**Working notes: how the out-of-plane bend of OH + H₂ responds to gradient, isotope and path position in the entrance valley**

At a point on the reactant side of the OH + H₂ → H₂O + H barrier, two standard prescriptions give different frequencies for the same transverse mode. If I change the slope of the valley, one hydrogen mass, the H–H distance, or the side of the van der Waals well, in which direction does the gap move, and by how much?

**The gradient term**

Let $q_i(\mathbf x)$ be internal coordinates, with $g_i=\partial V/\partial q_i$ and $B_{ia}=\partial q_i/\partial x_a$. The chain rule applied twice gives

$$\mathbf F_{\rm cart}=\mathbf B^{T}\mathbf F_{\rm int}\mathbf B+\sum_i g_i\,\mathbf C_i,\qquad (C_i)_{ab}=\frac{\partial^2q_i}{\partial x_a\partial x_b}.$$

Only where all $g_i=0$ does the Hessian transform as a tensor under a nonlinear change of coordinates. The rectilinear treatment (Miller, Handy and Adams, 1980) diagonalises the mass-weighted $\mathbf F_{\rm cart}$ after projecting out translations, rotations and the gradient direction. The curvilinear treatment (Jackels, Gu and Truhlar, 1995) projects and diagonalises Wilson's $\mathbf{GF}_{\rm int}$, so the $g_i\mathbf C_i$ term is absent from it, and its result depends on which $q_i$ were chosen.

For one bond, a transverse relative displacement $y$ gives $\sqrt{r^2+y^2}\simeq r+y^2/2r$, so the mass-weighted Hessian has the transverse eigenvalue $\omega^2=V'(r)/(\mu r)$ with no bending constant at all, negative where $V'<0$. In a diatomic this motion is overall rotation and is projected away. In a larger system each bond contributes according to how much the surviving mode tilts it, so I have to find the right $\mu$ and $r$.

**Model and conventions**

I take O···H$_B$–H$_C$ collinear with the hydroxyl H off the axis; $r_1$ is O···B, $r_2$ is B–C. There are four out-of-plane displacements. Translation and two rotations use up three, and a combination of them moves the hydroxyl H alone. The remaining mode therefore leaves that atom at rest and is the bend of the triatomic O–B–C. The gradient lies in the plane, so its projection does not touch this mode. Gradient terms of the O–H bond and the H–O···H angle are dropped. When OH recoils as a whole, the spectator carries a fraction $m_H/m_{OH}=0.06$ of the force, and this enters through the small displacement of O or through the cotangent of an angle near 100°, so these terms stay below that fraction.

With displacements $y_A,y_B,y_C$ (A = O), the valence bend is $\theta=(y_A-y_B)/r_1+(y_C-y_B)/r_2=\mathbf b\cdot\mathbf y$. Translation and rotation leave $\theta$ unchanged, so the mode orthogonal to them in the mass metric is $\mathbf y=\mathbf M^{-1}\mathbf b\,Q/\sqrt{G_\theta}$, where

$$G_\theta=\frac{1}{m_Ar_1^2}+\frac{1}{m_B}\Big(\frac1{r_1}+\frac1{r_2}\Big)^2+\frac{1}{m_Cr_2^2}.$$

Inserting it into $\tfrac12k_\theta\theta^2+g_1(y_A-y_B)^2/2r_1+g_2(y_C-y_B)^2/2r_2$, with $k_\theta=\partial^2V/\partial\theta^2$ at fixed $r_1,r_2$:

$$\omega^2_{\rm val}=G_\theta k_\theta,\qquad \Delta\equiv\omega^2_{\rm rect}-\omega^2_{\rm val}=g_1T_1+g_2T_2,\qquad T_i=\frac{d_i^2}{r_iG_\theta},$$

$$d_1=\frac{1}{m_Ar_1}+\frac1{m_B}\Big(\frac1{r_1}+\frac1{r_2}\Big),\qquad d_2=\frac{1}{m_Cr_2}+\frac1{m_B}\Big(\frac1{r_1}+\frac1{r_2}\Big).$$

My first instinct, $g_2=0$ because H₂ is relaxed, is wrong. On the mass-weighted steepest-descent path $\dot x_a\propto-m_a^{-1}\partial V/\partial x_a$, which gives $\dot r_2\propto (g_1-g_2)/m_B-g_2/m_C$. In Jacobi coordinates, $R=r_1+a$ from O to the centre of mass of BC with $a=m_Cr_2/(m_B+m_C)$, the same equations give $\dot R\propto-g_1/\mu_R$, with reduced masses $\mu_R$ (O against BC) and $\mu_r$ (B against C). With the path slope $\sigma=dr_2/dR$,

$$g_2=g\left[\frac{m_C}{m_B+m_C}+\frac{\mu_r}{\mu_R}\sigma\right],\qquad g\equiv g_1 .$$

Oxygen pushes on B, and the bond has to pass on the share of the force that carries C along. I set $\sigma=0$ unless stated and write $\Delta=gS$.

A third frequency, $\omega_J^2=G_\gamma k_\gamma$, uses the Jacobi angle $\gamma$ at fixed $R,r_2$, with $G_\gamma=1/\mu_RR^2+1/\mu_rr_2^2$. For small bends $\gamma=r_1\theta/R$, so $G_\theta=G_\gamma R^2/r_1^2$, and bending at fixed $r_1,r_2$ changes $R$ by $-r_1a\theta^2/2R$. At $\sigma=0$ the only Jacobi gradient is $g$. Hence

$$\omega^2_{\rm rect}-\omega_J^2=\frac{g}{\mu_RR}f,\quad f=\frac{1}{\mu_RR^2G_\gamma},\qquad \omega_J^2-\omega^2_{\rm val}=g\,\frac{aR}{r_1}G_\gamma ,$$

and $S$ is the sum of the two coefficients. Keeping only $1/\mu_rr_2^2$ in $G_\gamma$, using $a/\mu_r=r_2/m_B$ and dropping the $f$ term gives the rule of thumb

$$\Delta\simeq gL,\qquad L=\frac{1}{m_Br_2}\,\frac{R}{r_1}.$$

This is the form $V'/\mu r$, but with the mass of the transferred atom and the length of the short bond.

Units are kcal mol⁻¹, Å and u, and $\omega$ is quoted as a wavenumber; 1 kcal mol⁻¹ Å⁻² u⁻¹ corresponds to $\kappa=11792$ cm⁻². Masses: H 1.008, D 2.014, O 15.995.

**Reference point**

Illustrative inputs: $r_1=1.60$ Å, $r_2=0.76$ Å, $g=-8$ kcal mol⁻¹ Å⁻¹, $\omega_{\rm val}=500$ cm⁻¹. I chose them to reproduce the typical scale of this reaction, a barrier of roughly 5 to 6 kcal mol⁻¹ lost over about 1 Å and low bends of roughly 500 to 600 cm⁻¹ at the saddle point. All results below are the model's.

Then $G_\theta=5.479$ u⁻¹ Å⁻², $k_\theta=3.87$ kcal mol⁻¹ rad⁻², $d_1=1.964$, $d_2=3.231$, $T_1=0.440$ and $T_2=2.507$ (all three kinds in u⁻¹ Å⁻¹). So $S=T_1+T_2/2=1.694$ against $L=1.615$, and

$$\Delta=-1.598\times10^5\ {\rm cm^{-2}},\qquad \omega_{\rm rect}=300\ {\rm cm^{-1}}.$$

The H–H bond supplies 74 % of $\Delta$. The forming bond alone with the O–H reduced mass, $g/\mu_{OH}r_1$, would give $-0.62\times10^5$ cm⁻², too small by a factor 2.6. In Jacobi terms $R=1.98$ Å, $a=0.38$ Å, $\mu_R=1.790$ u, $G_\gamma=3.578$, $f=0.040$, and $S$ splits into 0.0112 plus 1.682, so $\omega_J=302$ cm⁻¹. Rectilinear and Jacobi nearly coincide here; the valence choice stands apart.

Size of the frozen-$r_2$ assumption: a slope $\sigma=-0.1$ adds $+0.23$ kcal mol⁻¹ Å⁻¹ to $g_2$ and raises $\omega_{\rm rect}$ to 311 cm⁻¹. I keep whole wavenumbers so that cases can be compared within the model, but shifts of order 10 cm⁻¹ carry no weight beyond it.

**Change 1: the slope of the valley, at fixed geometry and $k_\theta$**

Reasoning. A straight-line bend lengthens both bonds at second order. With $g_1,g_2<0$ that is downhill, so $\omega_{\rm rect}<\omega_{\rm val}$. The square is linear in $g$, so a steeper valley lowers $\omega_{\rm rect}$ ever faster and finally makes it imaginary. The reference point has already lost 64 % of $\omega^2_{\rm val}$, so a slope about half as steep again should nearly finish it.

Calculation, $\omega^2_{\rm rect}=500^2+\kappa gS$:

| $g$ (kcal mol⁻¹ Å⁻¹) | 0 | −4 | −8 | −12 | −14 |
|---|---|---|---|---|---|
| $\omega_{\rm rect}$ (cm⁻¹) | 500 | 412 | 300 | 102 | 172$i$ |

The zero is at $g=-12.5$. Near the saddle point $\sigma$ grows in size and opposes the shift, but at this geometry $\Delta$ changes sign only for $\sigma<-2.4$.

**Change 2: H₂ → D₂**

Reasoning. Oxygen contributes 0.4 % of $G_\theta$; the rest scales as the inverse hydrogen mass. So does $L$, since $a$ and $R$ are unchanged. Both frequencies should fall by about $\sqrt2$ and their ratio should stay at 0.60. The table under change 3 confirms it: 355 and 213 cm⁻¹. OH → OD does nothing within the model, because the spectator mass appears in none of the formulas.

**Change 3: HD, either end toward oxygen**

Reasoning. $G_\theta$ is dominated by the central atom, so $\omega_{\rm val}$ drops more for O···D–H than for O···H–D. The gradient term goes as $R/m_B$. For O···D–H it roughly halves, while $G_\theta$ keeps the full term of the outer H and falls only by about a third, so the ratio $\omega_{\rm rect}/\omega_{\rm val}$ should rise. For O···H–D the centre of mass moves outward, $R$ grows and $|\Delta|$ grows slightly, while $G_\theta$ shrinks, so the ratio should fall. If these shifts are large enough the two prescriptions order the isotopomers oppositely.

On one Born–Oppenheimer surface $g_2$ cannot depend on mass at a given geometry, so the paths must differ. They do, slightly: $g_2$ changes by 1.33 kcal mol⁻¹ Å⁻¹ in magnitude, which with a typical H–H force constant in the valley of about 800 kcal mol⁻¹ Å⁻² needs a shift of 0.0017 Å in $r_2$. I neglect its effect on $G_\theta$ and $k_\theta$.

| O···B–C | $a$ (Å) | $G_\theta$ | $L$ | $S$ | $\omega_{\rm val}$ | $\omega_{\rm rect}$ | ratio |
|---|---|---|---|---|---|---|---|
| H–H | 0.38 | 5.479 | 1.62 | 1.69 | 500 | 300 | 0.60 |
| D–D | 0.38 | 2.754 | 0.81 | 0.85 | 355 | 213 | 0.60 |
| D–H | 0.25 | 3.612 | 0.76 | 0.80 | 406 | 299 | 0.74 |
| H–D | 0.51 | 4.621 | 1.72 | 1.78 | 459 | 206 | 0.45 |

The order does invert. In valence coordinates H transfer has the higher bend (459 against 406 cm⁻¹), in rectilinear ones the lower (206 against 299 cm⁻¹). The Jacobi picture explains it: turning HD about its centre of mass withdraws the inner atom from oxygen in proportion to the arm $a$, which is twice as long when D is outside.

**Change 4: a point slightly off the path**

Reasoning. A path integrated with a coarse step zigzags across the valley, mostly in the stiff $r_2$. Since $\omega_{\rm val}$ and $\omega_J$ contain no $g_2$, they vary only through the smooth geometry dependence of $G$, $k_\theta$ and $g_1$. The rectilinear value feels $T_2\,\delta g_2$, the tension in a rotating H₂, $T_2=(1-f)/\mu_rr_2$. A stretched bond raises it, a compressed one lowers it. From change 3, a few thousandths of an ångström should already matter.

Calculation, with $g_1$ held. For $\delta r_2=\pm0.002$ Å, $\delta g_2=\pm1.6$ kcal mol⁻¹ Å⁻¹ and $\delta\Delta=\pm0.47\times10^5$ cm⁻², giving $\omega_{\rm rect}=371$ or 207 cm⁻¹ in place of 300. Noise in rectilinear bends along a path should first be checked against the convergence of the path itself.

**Change 5: outside the van der Waals well, $g>0$**

Reasoning. All signs reverse: $\omega^2_{\rm rect}>\omega^2_J>\omega^2_{\rm val}$. To isolate this I take an isotropic interaction $V(R)$, so H₂ is a free rotor and $k_\gamma=0$. The real well is anisotropic, so this is a test of coordinates only. Jacobi gives zero, correctly. Rectilinear should give nearly zero because $f$ decays as $R^{-2}$. Valence should give an imaginary frequency, since bending at fixed $r_1$ pulls the centre of mass inward, now downhill, and $L$ tends to the constant $1/m_Br_2$ at large distance.

Calculation with illustrative $r_1=3.5$ Å, $r_2=0.74$ Å, $g=+0.2$ kcal mol⁻¹ Å⁻¹: $R=3.87$ Å, $aRG_\gamma/r_1=1.50$, $\omega^2_{\rm val}=-3.5\times10^3$ cm⁻², that is 59$i$ cm⁻¹, and $\omega_{\rm rect}=1.9$ cm⁻¹. Curvilinear coordinates are thus no cure in themselves. Each choice defines a different dividing surface through the same path point (a hyperplane, or a surface swept at fixed bond lengths, or at fixed $R$), and which one suits depends on where on the path one stands.

**Change 6: temperature**

With the zero of energy on the path, the mode contributes $q=1/[2\sinh(hc\,\omega/2k_BT)]$ to the generalised transition-state rate constant.

Reasoning. The softer rectilinear mode gives the larger $q$. At high $T$ the ratio tends to $\omega_{\rm val}/\omega_{\rm rect}=1.66$; on cooling it grows as the exponential of the zero-point difference, 0.29 kcal mol⁻¹, over $RT$.

Calculation: $q_{\rm rect}/q_{\rm val}=1.69$ at 1000 K, 1.92 at 300 K and 2.25 at 200 K. At 300 K the valence free-energy profile lies higher by 0.39 kcal mol⁻¹ at this point and coincides with the rectilinear one at the saddle. As far as this mode goes, valence coordinates therefore draw the variational bottleneck further into the valley and give the lower canonical variational rate constant. The factor 1.92 belongs to this dividing surface; a bottleneck nearer the saddle, with smaller $|g|$, shows less.

For HD at 300 K and equal $r_1$, this mode's factor $q(\text{H transfer})/q(\text{D transfer})$ is 0.85 in valence and 1.51 in rectilinear coordinates. These are the model's numbers for one mode of five, on a collinear O···H–H axis, whereas the real angle near the saddle is typically about 165°. The inversion itself is conditional: equating $\omega^2_{\rm rect}$ of the two isotopomers gives $g=-4.0$ kcal mol⁻¹ Å⁻¹, so with this $k_\theta$ and geometry it appears only where the valley is steeper than that.